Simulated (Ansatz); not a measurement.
# WC: the change of energy above lowest point with volume scale

All results are calculated (Ansatz 0.2.0). Free energy against uniform scaling of the volume at fixed shape and fractions; periodic cell, basis, potentials, k mesh and filling as listed.

The cell before it is scaled or strained (space group Fm-3m, No. 225):
```
CELL_PARAMETERS angstrom
0.00000 2.19270 2.19270
2.19270 0.00000 2.19270
2.19270 2.19270 0.00000
ATOMIC_POSITIONS crystal
W 0.00000 0.00000 0.00000
C 0.50000 0.50000 0.50000
```

Settings of every row: functional LDA; dispersion none; potentials PAW; wave cutoff 500 eV; density cutoff 2000 eV; k mesh 11x11x11; k shift 0x0x0; occupations fermi dirac; smearing width 0.1 eV; spin none.

Limits: coarse k mesh, up to 40 meV an atom off; no spin-orbit coupling, which can matter with elements this heavy; the cell comes from a prototype or a list of computed structures and needn't be the stable phase.

```csv
row,volume scale,V (Å³/atom),energy above lowest point (meV/atom)
1,0.92,9.699,19.9
2,0.9467,9.98,0
3,0.9733,10.261,1.2
4,1,10.542,20.5
5,1.0267,10.824,?
6,1.0533,11.104,104.1
7,1.08,11.386,164.3
```

Question: what energy above lowest point should row 5 give?

Worked fit of energy above lowest point. Take u = (V_r/V)^(2/3) − 1 with V_r = 10.401 Å³ an atom, which is twice the finite (Eulerian) strain; such expansions in the strain, on which the Birch-Murnaghan equation of state is built, carry the rest volume and the bulk modulus. The shown rows have u = 0.04769, 0.02793, 0.00908, -0.00894, -0.04267, -0.05854. Least squares give energy above lowest point = 8.73 − 1079.9 × u + 27289 × u² + 5680 × u³ meV/atom; a parabola predicts inner rows, each left out in turn, worse (root mean square 0.25 against 0.097 meV/atom). The rows lie off it by 0.0, 0.0, 0.0, -0.1, 0.0, 0.0. Its lowest point lies at u = 0.0197, or V = 10.1 Å³ an atom, and the curvature there gives the bulk modulus at fixed shape and fractions, B = (4/9)(1 + u)² E″(u)/V = 405 GPa. The withheld row has u = -0.02623, so the fit gives 8.73 − 1079.9 × (-0.02623) + 27289 × (-0.02623)² + 5680 × (-0.02623)³ = 55.7 meV/atom.

The calculation gave 55.6 meV/atom. The fit lies 0.1 meV/atom (0.061 % of the column's range) above it, one unit of the last digit.
